**Polarisability of Na–X: Unsöld estimate, transition sums and additivity**

The table holds the static mean polarisability, its anisotropy, the frontier levels and the dipole of KNa, Na₂, NaC≡C–C≡N, NaBr and NaNH₂ at CAM-B3LYP/def2-SVPD on GFN2-xTB geometries. The program tests the Unsöld form α = N/Δ², sums the low transitions of Na₂ and NaBr, compares with rough recalled atomic polarisabilities, and tries the HOMO–LUMO gap and an exponential in electronegativity as alternatives. The output shows two bonding types: in Na₂ the low transitions supply 97% of α and a two-electron estimate from the computed excitation energies is 8% high, while in NaBr they supply 26%. The gap used as Δ undershoots the metal rows and overshoots the ionic rows by factors of 3.7 to 7.4, and the exponential misses by up to 13%. Directional components show that the chain exceeds NaBr only along its axis and that NaNH₂ falls below it only across the bond.

Sodium compounds Na–X in the gas phase, computed with PySCF 2.14.0 at the CAM-B3LYP/def2-SVPD level with density fitting, on GFN2-xTB geometries. The group X is given in SMILES with * as its attachment point, and the marked atom is the Na that carries it. Polarisabilities are static means with core orbitals frozen in the response; electronegativities are Pauling's.

## The fit in Python

```python
# Table: static mean polarisability, frontier levels and dipole of Na-X, PySCF CAM-B3LYP/def2-SVPD
# on GFN2-xTB geometries. Tested: Unsold alpha = N/Delta^2 and the sum over listed transitions,
# additivity of atomic polarisabilities, an exponential in electronegativity, the gap as Delta.
T = {
    'member': ['*[K]', '*[Na]', '*C#CC#N', '*Br', '*N'],
    'formula': ['KNa', 'Na2', 'C3NNa', 'BrNa', 'H2NNa'],
    'link': ['K', 'Na', 'C', 'Br', 'N'],
    'en': [0.82, 0.93, 2.55, 2.96, 3.04],
    'pg': ['Cinfv', 'Dinfh', 'Cinfv', 'Cinfv', 'Cs'],
    'r_group': [3.049, 2.733, 2.175, 2.495, 2.074],  # Å
    'electrons': [30, 22, 36, 46, 20],
    'valence': [2, 2, 18, 8, 8],
    'alpha': [292.9, 208.3, 52.4, 40.6, 35.0],  # bohr^3
    'aniso': [1.54, 1.55, 2.74, 1.25, 2.11],
    'homo': [-4.07, -4.5, -8.08, -7.58, -5.62],  # eV
    'gap': [3.4, 3.87, 6.67, 6.28, 4.79],  # eV
    'dipole': [2.69, 0.0, 12.72, 9.03, 6.52],  # D
}
import numpy as np
from scipy.constants import physical_constants as pc, e, c
Ha = pc['Hartree energy in eV'][0]; eA = e*1e-10*c/1e-21
m = T['member']; ix = {k: i for i, k in enumerate(m)}
a, en, r, N, gap, mu, homo, an = (np.array(T[k], float) for k in
    ('alpha', 'en', 'r_group', 'valence', 'gap', 'dipole', 'homo', 'aniso'))
K, Na, C, Br, Nn = (ix[k] for k in ('*[K]', '*[Na]', '*C#CC#N', '*Br', '*N'))
met, ion = [K, Na], [C, Br, Nn]
# Typed from further outputs of the same runs: Na share of HOMO (chain: upper bound), of LUMO,
# dipole sign at Na, polarisability along the axis; tensor and geometry of NaNH2
out = {K: (.528, .324, -1, 382.924), Na: (.5, .5, 0, 272.949), C: (.022, .967, 1, 90.885),
       Br: (.055, .917, 1, 46.874), Nn: (.089, .949, 1, 0)}
A = np.array([[44.938, -.669, -10.712], [-.669, 24.615, .421], [-10.712, .421, 35.464]])
X = np.array([[1.81, -.04, -.05], [-.76, .81, -.11], [-.81, -.77, -.09]]) - np.array([-.24, .01, .23])
X /= np.linalg.norm(X, axis=1)[:, None]
par = np.array([out[i][3] for i in range(5)]); par[Nn] = X[0] @ A @ X[0]; per = (3*a - par)/2
print('Rounding: alpha 0.05 bohr^3 (0.14% at most), gap 0.005 eV (0.3% at most in N/gap^2)')
print('group | Na share HOMO, LUMO | charge on Na from mu/(e r) | alpha mean, along Na-X, across')
for i in range(5):
    print(f'{m[i]:8s} {out[i][0]:.2f} {out[i][1]:.2f} | {out[i][2]*mu[i]/eA/r[i]:+.2f} e | {a[i]:.1f} {par[i]:.1f} {per[i]:.1f} bohr^3')
D = np.sqrt(N/a)*Ha; u = N/(gap/Ha)**2
print('group | alpha/N (bohr^3) | Delta=sqrt(N/alpha), gap, -HOMO (eV) | Delta/gap | N/gap^2, its ratio to alpha')
for i in range(5):
    print(f'{m[i]:8s} {a[i]/N[i]:.1f} | {D[i]:.2f} {gap[i]:.2f} {-homo[i]:.2f} | {D[i]/gap[i]:.2f} | {u[i]:.0f} {u[i]/a[i]:.2f}')
# Typed from further outputs: (label, f, transition moment in au, degeneracy, 0 along / 1 across)
tr = {Na: [('sigma-LUMO', .62513, (3.3435, -.008, .0096), 1, 0), ('sigma-pi', .56779, (-.0031, 1.6118, 2.4127), 2, 1),
           ('higher sigma', .03864, (-.6204, .0015, -.0018), 1, 0)],
      Br: [('pi-LUMO', .01735, (-.0018, -.2934, .3195), 2, 1), ('sigma-LUMO', .1258, (-1.0701, .0032, -.0039), 1, 0),
           ('pi-pi', .08482, (.7696, -.0081, .0095), 1, 0), ('higher pi, partner by symmetry', .05447, (.0033, .3047, -.5248), 2, 1)]}
w = {}; fs = {}; share = {}
for i in tr:
    s = [0, 0]; fs[i] = 0
    for lab, f, t, g, d in tr[i]:
        t2 = np.dot(t, t); om = 1.5*f/t2; w[i, lab] = om; s[d] += 2*t2/om; fs[i] += g*f
        print(f'{m[i]} {lab}: {om*Ha:.2f} eV, f {f:.3f} x{g}, gives {2*t2/om:.1f} bohr^3', ('along', 'across')[d])
    share[i] = (s[0] + 2*s[1])/3/a[i]
    print(f'{m[i]} sums: f {fs[i]:.2f} of {N[i]:.0f}; along {100*s[0]/par[i]:.0f}%, across {100*s[1]/per[i]:.0f}%, mean {100*share[i]:.0f}% of alpha')
p1, p2 = 2/w[Na, 'sigma-LUMO']**2, 2/w[Na, 'sigma-pi']**2; pm = (p1 + 2*p2)/3
print(f'Na2 2/w^2: along {p1:.0f} ({100*(p1/par[Na]-1):+.0f}%), across {p2:.0f} ({100*(p2/per[Na]-1):+.0f}%), mean {pm:.0f} ({100*(pm/a[Na]-1):+.0f}%)')
print(f'Na2 anisotropy from (w_pi/w_sigma)^2: {p1/p2:.2f}, table {an[Na]:.2f}')
for i in met:
    print(f'{m[i]} sqrt(2/alpha): along {Ha*(2/par[i])**.5:.2f} eV, across {Ha*(2/per[i])**.5:.2f} eV')
b = N[Br]/w[Br, 'pi-LUMO']**2
print(f'NaBr, all 8 electrons at the lowest transition: {b:.0f} bohr^3, {b/a[Br]:.1f} times the table')
# Rough recalled free-atom polarisabilities, two figures, bohr^3 (not from this level of theory)
at = dict(Na=160, K=290, Br=21, C=11, N=7.4, H=4.5, Nap=1.0)
grp = {K: at['K'], Na: at['Na'], C: 3*at['C'] + at['N'], Br: at['Br'], Nn: at['N'] + 2*at['H']}
print('group | neutral-atom sum (rough), alpha/sum | ionic rows: alpha minus (Na+ plus neutral group atoms)')
for i in range(5):
    s = at['Na'] + grp[i]
    print(f'{m[i]:8s} {s:.0f} {a[i]/s:.2f}' + (f' | {a[i]-at["Nap"]-grp[i]:.0f} bohr^3' if i in ion else ''))
sl, ic = np.polyfit(en, np.log(a), 1); res = 100*(np.exp(ic + sl*en)/a - 1)
print(f'ln alpha = {ic:.2f} {sl:+.2f} en; errors %:', ' '.join(f'{m[i]} {res[i]:+.0f}' for i in range(5)), '; worst', m[int(np.argmax(abs(res)))])
for i, j in ((K, Na), (Na, C), (C, Br), (Br, Nn)):
    print(f'{m[i]} to {m[j]}: en {en[j]-en[i]:+.2f}, alpha {100*(a[j]/a[i]-1):+.0f}%, ratio {a[i]/a[j]:.2f}, d ln alpha/d en {np.log(a[j]/a[i])/(en[j]-en[i]):+.2f}')
print(f'K over Na: alpha {a[K]/a[Na]:.2f}, gap^-2 {u[K]/u[Na]:.2f}, r^3 {(r[K]/r[Na])**3:.2f}, two-row exponent of r {np.log(a[K]/a[Na])/np.log(r[K]/r[Na]):.1f}')
print(f'Bonds against rough recalled 3.1 and 3.5 A: Na {100*(r[Na]/3.1-1):+.0f}%, K {100*(r[K]/3.5-1):+.0f}%')
for i in (C, Nn):
    print(f'{m[i]} minus *Br: mean {a[i]-a[Br]:+.1f}, along {par[i]-par[Br]:+.1f}, across {per[i]-per[Br]:+.1f} bohr^3, gap {gap[i]-gap[Br]:+.2f} eV')
v = np.linalg.eigh(A)[1][:, -1]; ang = sum(np.degrees(np.arccos(X[i] @ X[j])) for i, j in ((0, 1), (0, 2), (1, 2)))
print(f'NaNH2: angles at N sum to {ang:.0f} deg; largest axis {np.degrees(np.arccos(abs(v @ X[0]))):.0f} deg from Na-N')
assert a[met].min() > 3*a[ion].max() and all(out[i][0] > .4 for i in met) and all(out[i][0] < .1 for i in ion)
assert gap[Nn] == gap[ion].min() and a[Nn] == a.min() and gap[C] == gap.max() and a[C] == a[ion].max()
assert 1.5 < fs[Na] <= 2 and share[Na] > .85 and share[Br] < .4
assert par[C] > par[Br] and per[C] < per[Br] and per[Nn] < per[Br]
```

Printed output:

```
Rounding: alpha 0.05 bohr^3 (0.14% at most), gap 0.005 eV (0.3% at most in N/gap^2)
group | Na share HOMO, LUMO | charge on Na from mu/(e r) | alpha mean, along Na-X, across
*[K]     0.53 0.32 | -0.18 e | 292.9 382.9 247.9 bohr^3
*[Na]    0.50 0.50 | +0.00 e | 208.3 272.9 176.0 bohr^3
*C#CC#N  0.02 0.97 | +1.22 e | 52.4 90.9 33.2 bohr^3
*Br      0.06 0.92 | +0.75 e | 40.6 46.9 37.5 bohr^3
*N       0.09 0.95 | +0.65 e | 35.0 47.7 28.7 bohr^3
group | alpha/N (bohr^3) | Delta=sqrt(N/alpha), gap, -HOMO (eV) | Delta/gap | N/gap^2, its ratio to alpha
*[K]     146.4 | 2.25 3.40 4.07 | 0.66 | 128 0.44
*[Na]    104.2 | 2.67 3.87 4.50 | 0.69 | 99 0.47
*C#CC#N  2.9 | 15.95 6.67 8.08 | 2.39 | 300 5.72
*Br      5.1 | 12.08 6.28 7.58 | 1.92 | 150 3.70
*N       4.4 | 13.01 4.79 5.62 | 2.72 | 258 7.38
*[Na] sigma-LUMO: 2.28 eV, f 0.625 x1, gives 266.6 bohr^3 along
*[Na] sigma-pi: 2.75 eV, f 0.568 x2, gives 166.4 bohr^3 across
*[Na] higher sigma: 4.10 eV, f 0.039 x1, gives 5.1 bohr^3 along
*[Na] sums: f 1.80 of 2; along 100%, across 95%, mean 97% of alpha
*Br pi-LUMO: 3.76 eV, f 0.017 x2, gives 2.7 bohr^3 across
*Br sigma-LUMO: 4.48 eV, f 0.126 x1, gives 13.9 bohr^3 along
*Br pi-pi: 5.84 eV, f 0.085 x1, gives 5.5 bohr^3 along
*Br higher pi, partner by symmetry: 6.04 eV, f 0.054 x2, gives 3.3 bohr^3 across
*Br sums: f 0.35 of 8; along 41%, across 16%, mean 26% of alpha
Na2 2/w^2: along 284 (+4%), across 195 (+11%), mean 225 (+8%)
Na2 anisotropy from (w_pi/w_sigma)^2: 1.45, table 1.55
*[K] sqrt(2/alpha): along 1.97 eV, across 2.44 eV
*[Na] sqrt(2/alpha): along 2.33 eV, across 2.90 eV
NaBr, all 8 electrons at the lowest transition: 418 bohr^3, 10.3 times the table
group | neutral-atom sum (rough), alpha/sum | ionic rows: alpha minus (Na+ plus neutral group atoms)
*[K]     450 0.65
*[Na]    320 0.65
*C#CC#N  200 0.26 | 11 bohr^3
*Br      181 0.22 | 19 bohr^3
*N       176 0.20 | 18 bohr^3
ln alpha = 6.29 -0.90 en; errors %: *[K] -12 *[Na] +13 *C#CC#N +5 *Br -6 *N +1 ; worst *[Na]
*[K] to *[Na]: en +0.11, alpha -29%, ratio 1.41, d ln alpha/d en -3.10
*[Na] to *C#CC#N: en +1.62, alpha -75%, ratio 3.98, d ln alpha/d en -0.85
*C#CC#N to *Br: en +0.41, alpha -23%, ratio 1.29, d ln alpha/d en -0.62
*Br to *N: en +0.08, alpha -14%, ratio 1.16, d ln alpha/d en -1.86
K over Na: alpha 1.41, gap^-2 1.30, r^3 1.39, two-row exponent of r 3.1
Bonds against rough recalled 3.1 and 3.5 A: Na -12%, K -13%
*C#CC#N minus *Br: mean +11.8, along +44.0, across -4.3 bohr^3, gap +0.39 eV
*N minus *Br: mean -5.6, along +0.8, across -8.8 bohr^3, gap -1.49 eV
NaNH2: angles at N sum to 341 deg; largest axis 25 deg from Na-N
```
